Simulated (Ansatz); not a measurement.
**A substitution series on Ge: NH2 to F**

Gas-phase molecules. On one Ge centre, n of the NH2 ligands are replaced by F. The HOMO–LUMO gap y in eV at wB97M-V/def2-TZVPP. Shapes: PBE0-D4/def2-TZVP. Flexible molecules stand in one conformer, not always the lowest. Programs: Ansatz 0.2.0.

| molecule | n | y (eV) |
| --- | --- | --- |
| Ge(NH2)4 | 0 | 11.16 |
| Ge(NH2)3F | 1 | 11.39 |
| Ge(NH2)2F2 | 2 | 12.30 |
| Ge(NH2)F3 | 3 | ? |
| GeF4 | 4 | 15.69 |

Q: Fit y = c + s·n to the known rows and predict Ge(NH2)F3.

A: 
1. Means of the 4 rows: n = 1.75000, y = 12.635.
2. Σ(Δn)² = 8.75, Σ(Δn·Δy) = 10.305, so the slope is 10.305/8.75 = 1.1777.
3. Intercept: 12.635 − (1.1777) × 1.75000 = 10.574. The largest residual of the fit is 0.63.
4. Ge(NH2)F3: 10.574 + (1.1777) × 3 = 14.11 eV.

The run gave 12.61 eV, so the prediction is off by +1.50 eV, more than the largest residual. The steps per swap are uneven (+0.23, +0.91, +0.31, +3.08), so a line is a poor model. Other levels give for Ge(NH2)F3: SPW92/def2-TZVPP 5.57; PBE-D4/def2-TZVPP 5.68; r2SCAN0-D4/def2-TZVPP 8.92 eV. Orbital gaps aren't excitation energies, and the LUMO depends on the basis. At 3 other levels on record the series doesn't rise at every step. Relativity is left out for Ge.

The gap rises at every swap, but most of the increase comes when the last NH2 is replaced, at +3.08 eV. This fits a change in the character of the HOMO. As long as one amide remains, the highest occupied level is probably a nitrogen lone pair, whereas in GeF4 it must come from fluorine lone pairs, which lie much deeper because fluorine is more electronegative. The HOMO follows the best remaining donor rather than the average ligand, so the substituent effect is not additive. The line, pulled up by GeF4, therefore overshoots for Ge(NH2)F3, which still has its nitrogen donor.

The smaller, uneven earlier steps suggest a partial cancellation: fluorine withdraws density and stabilises the remaining nitrogen lone pairs, but it also lowers the Ge–ligand antibonding levels. Amide orientation and lone-pair mixing may add to the unevenness. The numbers support a distinction between amide-containing molecules and the pure fluoride better than a constant increment per fluorine. Without separate frontier-orbital energies, the shares of the HOMO and LUMO in each step remain undetermined.
